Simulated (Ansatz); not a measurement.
## A ladder of methods for BH3O (SMILES BO)

BH3O: 5 atoms, total charge 0, spin state singlet. SMILES: `BO`. The coordinates come from a PBE0-D4/def2-TZVP relaxation.

Each level gives the vertical energy of the triplet above the singlet (eV). The values are calculated.

```json
{"level": "HF/STO-3G", "kind": "Hartree–Fock", "program": "Ansatz", "value (eV)": "6.85", "less FCI/STO-3G": "-0.98", "CPU time (all runs)": "0.38 s"}
{"level": "BLYP/STO-3G", "kind": "GGA", "program": "Ansatz", "value (eV)": "6.83", "less FCI/STO-3G": "-1.00", "CPU time (all runs)": "1.9 s"}
{"level": "revPBE/STO-3G", "kind": "GGA", "program": "Ansatz", "value (eV)": "6.84", "less FCI/STO-3G": "-0.99", "CPU time (all runs)": "1.9 s"}
{"level": "r2SCAN/STO-3G", "kind": "meta-GGA", "program": "Ansatz", "value (eV)": "6.87", "less FCI/STO-3G": "-0.96", "CPU time (all runs)": "5.3 s"}
{"level": "B3LYP/STO-3G", "kind": "global hybrid", "program": "Ansatz", "value (eV)": "7.06", "less FCI/STO-3G": "-0.77", "CPU time (all runs)": "2.1 s"}
{"level": "HSE06/STO-3G", "kind": "range-separated hybrid", "program": "Ansatz", "value (eV)": "7.07", "less FCI/STO-3G": "-0.76", "CPU time (all runs)": "2.8 s"}
{"level": "B2PLYP/STO-3G", "kind": "double hybrid", "program": "Ansatz", "value (eV)": "7.45", "less FCI/STO-3G": "-0.38", "CPU time (all runs)": "3 s"}
{"level": "RPA@PBE/STO-3G", "kind": "RPA", "program": "Ansatz", "value (eV)": "7.36", "less FCI/STO-3G": "-0.47", "CPU time (all runs)": "2.6 s"}
{"level": "CCSDT/STO-3G", "kind": "coupled cluster or CI", "program": "Ansatz", "value (eV)": "7.84", "less FCI/STO-3G": "+0.01", "CPU time (all runs)": "0.92 s"}
{"level": "FCI/STO-3G", "kind": "exact in the basis", "program": "Ansatz", "value (eV)": "7.83", "less FCI/STO-3G": "0.00", "CPU time (all runs)": "2.9 s"}
```

FCI/STO-3G is exact within its basis and frozen core, so for wave-function methods in that basis the difference is their error; functionals converge differently with the basis, so for them it is only a difference. The values span 6.83 to 7.84 eV. A triplet this far above the singlet is often a Rydberg-like or dissociative state; sets without diffuse functions put Rydberg states too high. All rows use very small basis sets, so even the best lies far from the true value. CPU times are rough (shared hosts, several kinds of processor): they show what a rung costs within a factor of a few.

Every level except CCSDT places the triplet too low relative to FCI. For Hartree–Fock, the shortfall of 0.98 eV follows from the missing correlation: exchange already keeps the parallel spins of the triplet apart, while the closed-shell singlet has an additional opposite-spin pair whose correlation energy is lost. CCSDT recovers this almost completely, which suggests that neither state needs more than connected triples in this small orbital space.

The near-coincidence of Hartree–Fock with the GGAs and r2SCAN is no sign of shared physics, since the hybrids, which mix the two kinds of exchange, lie above both. B2PLYP and RPA, which bring in virtual orbitals explicitly, come closer to FCI.

In H2BOH an oxygen lone pair donates into the empty boron p orbital, and the excitation probably fills the boron-centred π* orbital at the expense of this partial π bond. A minimal basis has no room for a Rydberg orbital, so the triplet computed here is necessarily valence in character. The vertical gap doesn't show how far twisting or B–O stretching would stabilise it.
